## Why does the best shape hold so little of the mixture?

A flexible molecule in solution is a mixture of shapes, its conformers, which turn into one another by rotation about single bonds. What keeps the most stable conformer of a small fluorinated alkene from taking most of the population? In the calculation below it holds only about 31 % at room temperature, while two others hold more than a fifth each.

Conformers of 4,5,5-trifluoro-3-methylpent-1-ene, C=C[C@@H](C)[C@H](F)C(F)F, from PySCF 2.14.0 and tblite 0.8.0, with revPBE-D3(BJ)/pcseg-1 energies in tetrahydrofuran at GFN2-xTB geometries. Free energies and weights (298.15 K) add quasi-harmonic GFN2-xTB terms to the DFT energies. The torsions are C=C–C–CH₃, CH₃–C–C–F and F–C–C–F.

| number | torsions in degrees | GFN2-xTB energy above its lowest (kcal/mol) | DFT energy above the lowest (kcal/mol) | free energy above the lowest (kcal/mol) | weight (%) | dipole (D) |
| --- | --- | --- | --- | --- | --- | --- |
| 1 | (119,-60,152) | 0.000 | 0.000 | 0.000 | 30.80 | 1.290 |
| 2 | (113,-60,61) | 1.200 | 0.370 | 0.080 | 26.70 | 2.100 |
| 3 | (119,59,83) | 0.960 | 0.280 | 0.200 | 22.10 | 1.610 |
| 4 | (-14,-57,150) | 1.640 | 0.410 | 0.660 | 10.10 | 1.150 |
| 5 | (136,-156,74) | 1.280 | 0.850 | 0.970 | 6.00 | 1.900 |
| 6 | (120,42,149) | 1.810 | 1.390 | 1.170 | 4.30 | 0.840 |

The molecule is a chain with a vinyl group at one end and a CHF₂ group at the other. Between them sit a carbon that carries a methyl group and a carbon that carries one fluorine. The three torsions describe, in order, how the vinyl group is turned against the methyl group, how the single fluorine is turned against the methyl group, and how one fluorine of the CHF₂ group is turned against the single fluorine.

Three explanations suggest themselves. The solvent may favour polar shapes and so lift them towards the leader. Thermal motion may favour the less stable shapes. Or the energies of the shapes may simply lie so close together that no shape can dominate.

## The tempting answer: the solvent likes polar shapes

A polar molecule polarises the solvent around it, and the polarised solvent acts back on the molecule with an electric field. This reaction field grows in proportion to the dipole moment $\mu$. The energy of the dipole in its own reaction field therefore grows as $\mu^2$, and a polar shape gains more from the solvent than a less polar one.

The table seems to agree. The most polar shape, conformer 2, comes second in weight, and the least polar one, conformer 6, comes last. The size of the effect is plausible too: a crude estimate for a dipole in a spherical cavity gives a few tenths of a kcal/mol between these two shapes. Several of the energy gaps in the table are no larger than that.

The agreement hangs on a single shape. If polarity set the order, the DFT energy should fall as $\mu^2$ rises. Over all six conformers the correlation between the two is weakly negative, about −0.3, as the idea demands. When conformer 6 is set aside to see how much rests on it, the correlation turns positive, about +0.5.

Pairs of similar polarity speak more plainly. Conformers 1 and 4 have dipoles of 1.29 and 1.15 D, yet the first is three times as abundant as the second. Conformers 2 and 5 are both strongly polar by the standard of this set, and their weights differ by a factor of more than four. Something other than the dipole must separate the members of each pair.

## Why the dipole is a poor guide

The solvent argument counts only one side of the account. A large dipole arises when the polar C–F bonds point in similar directions, and bond dipoles that lie side by side and point the same way repel each other. Such a shape pays for its polarity inside the molecule, and the solvent gives part of the cost back. This is no firm rule, since other effects can outweigh the repulsion. In 1,2-difluoroethane the shape with the two C–F bonds turned towards each other is the more polar one and yet the more stable.

Conformers 1 and 2 illustrate this. Their first two torsions are nearly the same, and they differ chiefly in how the CHF₂ group is turned. The turn raises the dipole by 0.81 D and the DFT energy by 0.37 kcal/mol, although that energy already includes the solvent. Repulsion between the C–F bonds is a possible explanation, though the turn also changes other contacts of the fluorine atoms.

The test thus removes the dipole as the principle that orders the shapes. It doesn't show that the solvent is unimportant, because the solvent may still narrow or widen individual gaps.

## The model: each shape counts by its distance from the leader

Let $E_i$ be the energy of conformer $i$ above the lowest, $R$ the gas constant and $T$ the temperature. At equilibrium each conformer is populated in proportion to its Boltzmann factor $e^{-E_i/RT}$. The leader has $E_1=0$ and a factor of one, so its share is

$$p_1=\frac{1}{1+\sum_{i>1}e^{-E_i/RT}} .$$

The sum in the denominator measures the competition. A conformer far above $RT$ adds almost nothing to it, and one level with the leader adds a full unit. At 298 K, $RT$ is 0.59 kcal/mol, and a conformer at exactly that height adds about 0.37.

For a worked case, take the DFT energies of conformers 2 to 6 and leave all other contributions aside:

$$p_1\approx\frac{1}{1+0.54+0.62+0.50+0.24+0.10}=\frac{1}{3.0}\approx 33\,\% .$$

Nothing has been fitted here. The result lies close to the 31 % of the table, whose weights follow from the same formula with free energies in place of $E_i$. The five followers together outweigh the leader two to one, although each of them lies above it in energy.

## A simpler case: butane

Butane shows the same competition with fewer parts. It has one stretched shape and two bent ones, and the bent shapes lie very roughly one $RT$ higher at room temperature. Each bent shape then adds about 0.37 to the sum, and the stretched one is left with somewhat more than half of the population.

The comparison holds for the counting only. The two bent shapes of butane are mirror images with exactly equal energies, and the molecule has no strongly polar bonds. In the fluorinated alkene every follower has its own energy, and there are more of them within reach. The lesson that carries over is to count how many shapes lie within about one $RT$ of the best one, since these drain its share.

## Is it thermal motion instead?

Temperature enters in two ways that are easily confused. It sets $RT$, the common yardstick for all gaps. It also gives each shape its own thermal term, mainly because shapes with softer vibrations have more entropy. The second explanation concerns these individual terms, which are the difference between the free energy and the DFT energy in the table. Strictly, this difference also contains the zero-point energy of the vibrations, which doesn't depend on temperature.

Relative to conformer 1, the thermal terms favour conformers 2, 3 and 6 and disfavour 4 and 5. Their average over the five followers is only −0.04 kcal/mol. Some competitors gain and others lose, so the sum in the denominator hardly changes. Adding the thermal terms lowers the leader's share from 33 to 31 %.

A change in the energies themselves acts quite differently. The table also holds energies from GFN2-xTB, a fast approximate method, and these would give the leader 64 % without thermal terms. Relative to conformer 1, DFT lowers all five followers, by 0.7 kcal/mol on average. Since these changes share one sign, they add up in the denominator and halve the leader's share. The method need not be the only reason: the settings name the solvent for the DFT energies alone, so its effect may be part of the change.

What decides between the second and the third explanation is that the DFT energies alone already bring the leader down to 33 %. In this calculation it is weak because several followers lie close to it in energy, with the effect of the solvent included: by DFT three of them are within $RT$, by GFN2-xTB none is.

## Why the gaps are small

All six shapes have the same bonds. They differ in which groups face each other across the single bonds, and a rotation that removes one unfavourable contact usually creates another. What remains is a difference between competing costs, and it is often comparable with $RT$.

Conformers 1 and 4 show one such exchange almost in isolation, because their second and third torsions nearly agree. In conformer 1 the hydrogen next to the vinyl group lies near the plane of the double bond. In conformer 4 the bulkier methyl group takes that place. By DFT the exchange costs 0.41 kcal/mol, less than $RT$, whereas GFN2-xTB puts it at 1.64 kcal/mol. This is the largest disagreement between the two methods in the set, and it turns a minor competitor into a serious one.

## Where thermal motion does decide

The thermal terms matter once the question shifts from the leader to the followers. Conformers 2 and 4 are nearly level in DFT energy, and on that basis their populations would differ by only 7 %. In the final weights conformer 2 is 2.6 times as abundant as conformer 4.

The difference comes from the thermal terms, which favour conformer 2 over conformer 4 by 0.54 kcal/mol. That is almost a full $RT$, and a gap of this size changes a ratio of populations by a factor of about 2.5. About half of the 0.54 kcal/mol is a gain of conformer 2 relative to conformer 1, and the table doesn't show its cause. The other half is a loss of conformer 4. One possible reason for that loss is that its methyl group, held close to the double bond, moves less freely; this is a guess that a look at the vibrations would have to test.

Thermal terms of mixed sign can therefore leave the leader's share almost untouched and still rearrange the shapes behind it. Two shapes with equal electronic energies need not be equally common.

## How firm is the 31 %?

The same formula that explains the small share also makes it sensitive to error. The DFT energies were computed with a modest basis set at geometries from GFN2-xTB, and errors of at least a few tenths of a kcal/mol must be expected. In conformers 1, 4 and 6, for instance, the third torsion lies about 30° from the staggered position at 180°, and relaxing the shapes with DFT might change both this angle and the gaps. The thermal terms, which also come from GFN2-xTB, have errors of their own. If all five followers lay 0.3 kcal/mol lower relative to conformer 1, its share would drop to 21 %. If they lay as much higher, it would rise to 42 %.

At both ends of this range the leader stays below one half, so its failure to dominate survives a common shift of that size. With the wider gaps of GFN2-xTB it would hold more than half. The identity of the leader is less certain. Conformers 1 and 2 differ by 0.08 kcal/mol in free energy, which is within the numerical noise of such a calculation, and they are best read as tied. Conformer 3, at 0.20 kcal/mol, also lies within the error assumed above, so it could lead as well.

The weights are also shared among only six conformers. The search found eight more that were not carried on to DFT. It also lost at least one shape of the force field during relaxation with GFN2-xTB, and DFT might keep that shape as a minimum. By GFN2-xTB the six cover about 95 % of the population that was counted, but DFT might give the others a larger share. Any further shape of low energy would add its own term to the denominator and reduce every share in the table. With the energies as they stand, 31 % is thus an upper limit for conformer 1.
